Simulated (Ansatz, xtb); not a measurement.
Relative energy of two isomers of B2Cl2H6N2

We compare X, `Cl[B@H-]1[NH2+][B@@H-](Cl)[NH2+]1`, a singlet, with Y, `[NH3+][B@H-](Cl)/[NH+]=[BH-]\Cl`, a singlet. Both are isolated molecules in the gas phase, relaxed with PBE0-D4/def2-SVP; each stands in its lowest conformer found.

X (Å):

```xyz
12

B    -0.5335   -0.9624    0.1369
B     0.5306    0.9510    0.2003
Cl   -1.0626   -2.0203   -1.2575
Cl    1.1885    2.0272   -1.1234
N     1.0002   -0.5586    0.0418
N    -0.9870    0.5494   -0.0448
H    -0.8218   -1.3939    1.2309
H     1.4113   -0.7570   -0.8713
H     1.6137   -0.9238    0.7657
H     0.7139    1.3674    1.3224
H    -1.6665    0.9052    0.6227
H    -1.3100    0.7604   -0.9899
```

Y (Å):

```xyz
12

B    -1.9942    0.1423   -0.8830
B    -0.0813   -1.4624   -1.7210
Cl   -2.7140    0.5053    0.7908
Cl    0.1650   -0.5755   -3.2778
N    -1.1740    1.4755   -1.2821
N    -0.9925   -0.9909   -0.7996
H    -0.6726    1.2888   -2.1615
H    -0.4915    1.7098   -0.5577
H    -1.8041    2.2687   -1.4055
H    -2.8646    0.0240   -1.7267
H    -1.0632   -1.5296    0.0586
H     0.6043   -2.4389   -1.5575
```

**Question.** Estimate E(Y) − E(X) at the level CCSD(T)/def2-SVP + ΔMP2/def2-TZVPP.

**Answer.** Calculated at CCSD(T)/def2-SVP + ΔMP2/def2-TZVPP: E(Y) − E(X) = +0.326 eV, so structure X lies lower.

How the difference moves with the method:

```tsv
level	geometry	E(Y) − E(X) (eV)	departure from the last row (eV)	job, with rough time for the two
GFN2-xTB	GFN2-xTB	+0.265	−0.061	optimisation, 0.23 s
HF/STO-3G	GFN2-xTB	+1.379	+1.053	single point, 0.44 s
r2SCAN-D4/def2-SVP	GFN2-xTB	+0.491	+0.165	single point, 3.2 s
PBE0-D4/def2-SVP	PBE0-D4/def2-SVP	+0.465	+0.139	optimisation, 37 s
HF/def2-SVP	PBE0-D4/def2-SVP	+0.254	−0.072	part of the CCSD(T) run
MP2/def2-SVP	PBE0-D4/def2-SVP	+0.413	+0.087	part of the CCSD(T) run
CCSD(T)/def2-SVP	PBE0-D4/def2-SVP	+0.379	+0.053	single point
CCSD(T)/def2-SVP + ΔMP2/def2-TZVPP	PBE0-D4/def2-SVP	+0.326		single point, 38 s
```

As drawn, Y has 1 B=N in place of 2 B–N. Structure X has a 4-membered ring, Y no ring.

None of the levels shown reverses the order. The largest departure from CCSD(T)/def2-SVP + ΔMP2/def2-TZVPP is that of HF/STO-3G, 1.053 eV. The last row adds to CCSD(T) the change of the MP2 difference between the two basis sets, here −0.053 eV.

With thermal terms from frequencies at re-optimised GFN2-xTB minima (ideal gas, soft modes damped towards free rotors, one conformer each, 298.15 K, 1 atm): on the last row, ΔE + ΔZPE = +0.269, ΔH = +0.295, ΔG = +0.228 eV.

The correlated steps freeze 14 core orbitals. Programs: Ansatz 0.2.0, xtb 6.7.1; the last row on 2 threads of Intel(R) Xeon(R) Platinum 8488C (Sapphire Rapids) on a shared host.

The cyclic diborazane X lies below its open-chain isomer Y, and the preference survives the thermal terms, with ΔG = +0.228 eV. In X both borons are four-coordinate and the ring is closed by four B–N σ bonds. Y has only three B–N linkages, and its three-coordinate boron is compensated by π donation from the neighbouring nitrogen. The extra σ bond evidently outweighs this π stabilisation and the strain of the four-membered ring, the same balance that drives aminoboranes with small substituents to dimerise. Y also has a short N–H···Cl contact closing a loop between its ends, which probably narrows the gap.

Hartree–Fock already gives the order in the def2-SVP basis; correlation strengthens it, probably because it favours the more compact, more highly bonded ring. Entropy works the other way, as expected for a more flexible chain. Both chlorines in X sit on the same face of the ring, so the energy gap doesn't carry over to the trans ring isomer.
